\section*{Harrison construction from four plane waves: aluminium}

Which bands of a simple metal such as aluminium wiring are full, cut by the Fermi level, or empty follows, as a first approximation, from counting spheres. Four plane waves reproduce that count exactly for fcc metals of valence one to four.

\subsection*{Conventions and rule}
Wave vectors are in units of $2\pi/a$ and energies in units of $\varepsilon_0=\hbar^2(2\pi/a)^2/2m$, with $a$ the cubic lattice constant and $m$ the free-electron mass. The temperature is zero and each state holds two spins. With no crystal potential (empty lattice) the levels at a Bloch vector $\mathbf k$ are $|\mathbf k-\mathbf G|^2$ for all reciprocal lattice vectors $\mathbf G$, and band $n$ is the $n$-th lowest. A level lies below the Fermi energy when $|\mathbf k-\mathbf G|<\kappa_F$. A point inside $n$ spheres of radius $\kappa_F$ centred on the $\mathbf G$ is therefore occupied in bands 1 to $n$. This is the Harrison construction.

The zone volume is 4 (fcc) or 2 (bcc). For $Z$ electrons per atom, $2\cdot\frac{4\pi}{3}\kappa_F^3$ equals $Z$ times that volume:
\begin{equation}
\kappa_F^{\rm fcc}=\Big(\frac{3Z}{2\pi}\Big)^{1/3}=0.782\,Z^{1/3},\qquad
\kappa_F^{\rm bcc}=\Big(\frac{3Z}{4\pi}\Big)^{1/3}=0.620\,Z^{1/3}.
\end{equation}

\subsection*{The four-wave model}
For fcc the $\mathbf G$ have all-even or all-odd components, which form two simple cubic sublattices of spacing 2. The basis is
\begin{equation}
\mathbf G_0=(0,0,0),\quad \mathbf G_1=(2,0,0),\quad \mathbf G_2=(1,1,1),\quad \mathbf G_3=(1,1,-1).
\end{equation}
Spheres that share a point have centres closer than $2\kappa_F$. For $\kappa_F<\sqrt2$ only the separations $\sqrt3$ and 2 qualify. This allows at most two centres per sublattice, and every such set is, by symmetry, part of the tetrahedron above. Since $\kappa_F=1.241$ at $Z=4$, the basis contains every occupied configuration.

Band $n$ starts to fill when $\kappa_F$ exceeds the radius $\rho$ of the smallest ball holding $n$ vertices, which happens at $Z^*=(2\pi/3)\rho^3$. For two vertices the centre is the midpoint of the short edge, $L=(\frac12,\frac12,\frac12)$. For three it is the circumcentre of a face, such as $K=(\frac34,\frac34,0)$. For four, $2\mathbf k\cdot\mathbf G_i=|\mathbf G_i|^2$ gives $W=(1,\frac12,0)$. As $W$ is also the zone corner farthest from the origin, band 1 becomes full at the same valence.

\begin{center}
\begin{tabular}{llll}
fcc point & $\rho$ & $Z^*$ & event\\\hline
$L$ & $\sqrt3/2=0.866$ & 1.36 & band 2 starts\\
$X=(1,0,0)$ & 1 & 2.09 & band 2 also occupied at $X$\\
$K$ & $3/\sqrt8=1.061$ & 2.50 & band 3 starts\\
$W$ & $\sqrt5/2=1.118$ & 2.93 & band 4 starts, band 1 full
\end{tabular}
\end{center}

For bcc, $Z^*=(4\pi/3)\rho^3$. Band 2 starts at $N=(\frac12,\frac12,0)$ ($\rho=0.707$, $Z^*=1.48$), band 3 at $(\frac13,\frac13,\frac23)$ on the zone edge $PH$ ($0.816$, $2.28$), and band 4 at $P=(\frac12,\frac12,\frac12)$ ($0.866$, $2.72$). Band 1 fills only at the corner $H=(0,0,1)$ ($\rho=1$, $Z^*=4.19$), and no fifth band starts earlier.

\begin{center}
\begin{tabular}{lllll}
$Z$ & $\kappa_F$ fcc & partly filled & $\kappa_F$ bcc & partly filled\\\hline
1 & 0.782 & 1 & 0.620 & 1\\
2 & 0.985 & 1, 2 & 0.782 & 1, 2\\
3 & 1.127 & 2, 3, 4 & 0.895 & 1 to 4\\
4 & 1.241 & 2, 3, 4 & 0.985 & 1 to 4
\end{tabular}
\end{center}

\subsection*{Aluminium, empty lattice}
With $Z=3$ and a typical $a=4.05$~\AA, the model gives $\varepsilon_0=9.17$~eV, $k_F=1.75$~\AA$^{-1}$, $\kappa_F^2=1.271$ and $E_F=11.65$~eV above the band bottom. On the zone edge $\mathbf k=(\frac34+t,\frac34-t,0)$, from $K$ ($t=0$) to $W$ ($t=\frac14$), the four levels are
\begin{equation}
\epsilon_{1,2,3}=\tfrac98+2t^2,\qquad \epsilon_4=\tfrac{17}{8}-4t+2t^2 .
\end{equation}
The triple level peaks at $5/4<\kappa_F^2$, so the whole edge lies in three spheres and band 3 is occupied along it. Band 4 is occupied for
\begin{equation}
t>1-\sqrt{\tfrac12\big(\kappa_F^2-\tfrac18\big)}=0.243,
\end{equation}
a pocket reaching $\sqrt2(\frac14-t)=0.0097$, or 0.015~\AA$^{-1}$, from $W$ along the edge. Sorting the four levels and counting spheres give the same occupation, as the general rule states. The margin is thin: $E_W=\frac54\varepsilon_0=11.46$~eV lies 0.19~eV below $E_F$. Thermal expansion leaves the count unchanged, because $\kappa_F$ does not depend on $a$. With the compiled linear coefficient $23.1\times10^{-6}$~K$^{-1}$ at 293~K (Kaye and Laby Online), heating by 100~K lowers all these energies by about 0.46\%.

\subsection*{Switching on the potential}
Write $V(\mathbf r)=\sum_{\mathbf G}V_{\mathbf G}e^{i\mathbf G\cdot\mathbf r}$ with zero average and the origin on an atom, so that the coefficients $V_1=V_{111}$ and $V_2=V_{200}$ are real. At $W$,
\begin{equation}
H=E_W\,\mathbf 1+\begin{pmatrix}0&V_2&V_1&V_1\\V_2&0&V_1&V_1\\V_1&V_1&0&V_2\\V_1&V_1&V_2&0\end{pmatrix}.
\end{equation}
The vectors $(1,-1,0,0)$, $(0,0,1,-1)$ and $(1,1,s,s)$ with $s=\pm1$ diagonalise it:
\begin{equation}
E=E_W-V_2\ \text{(twice)},\qquad E=E_W+V_2+2sV_1 .
\end{equation}
Typical effective values for Al are $V_1\approx0.24$~eV and $V_2\approx0.76$~eV. The model's levels are then 10.70 (twice), 11.74 and 12.70~eV, or $-0.95$, $+0.09$ and $+1.05$~eV from the free-electron $E_F$. For $V_2>0$, band 4 empties at $W$ once $V_2+2|V_1|$ exceeds 0.19~eV.

At $K$ the waves $\mathbf G_0,\mathbf G_2,\mathbf G_3$ are degenerate at $E_K=\frac98\varepsilon_0=10.32$~eV, and their highest level is
\begin{equation}
E_K+\tfrac12\Big(V_2+\sqrt{V_2^2+8V_1^2}\Big)=10.32+0.89=11.21\ \text{eV}.
\end{equation}
Enlarging the basis can only lower the third eigenvalue, so band 3 stays occupied at $K$, at least 0.4~eV below $E_F$. Band 1 cannot exceed the lowest diagonal element of $H$ at any $\mathbf k$, so it stays below 11.46~eV everywhere, and at $W$ it drops much further.

\subsection*{What the model decides}
With $V\neq0$ the basis is truncated. The next four waves at $W$ have $|\mathbf k-\mathbf G|^2=13/4$, which is $2\varepsilon_0=18.3$~eV higher. Each shifts a level by about $V_2^2/2\varepsilon_0=0.03$~eV, together of order 0.1~eV, and $E_F$ itself moves at the same order in $V$. These terms rival the 0.09~eV margin, so the model cannot say whether band 3 is occupied exactly at $W$. They are small against the other margins: the model's aluminium has band 1 full, bands 2 and 3 partly filled, and no band-4 pocket at $W$. The thresholds 2.93 and 4.19 are exact for the empty lattice only. A strong potential can fill band 1 with as few as two electrons per primitive cell, and a narrowly passed threshold such as the onset of band 4 should always be compared with $|V_{\mathbf G}|$.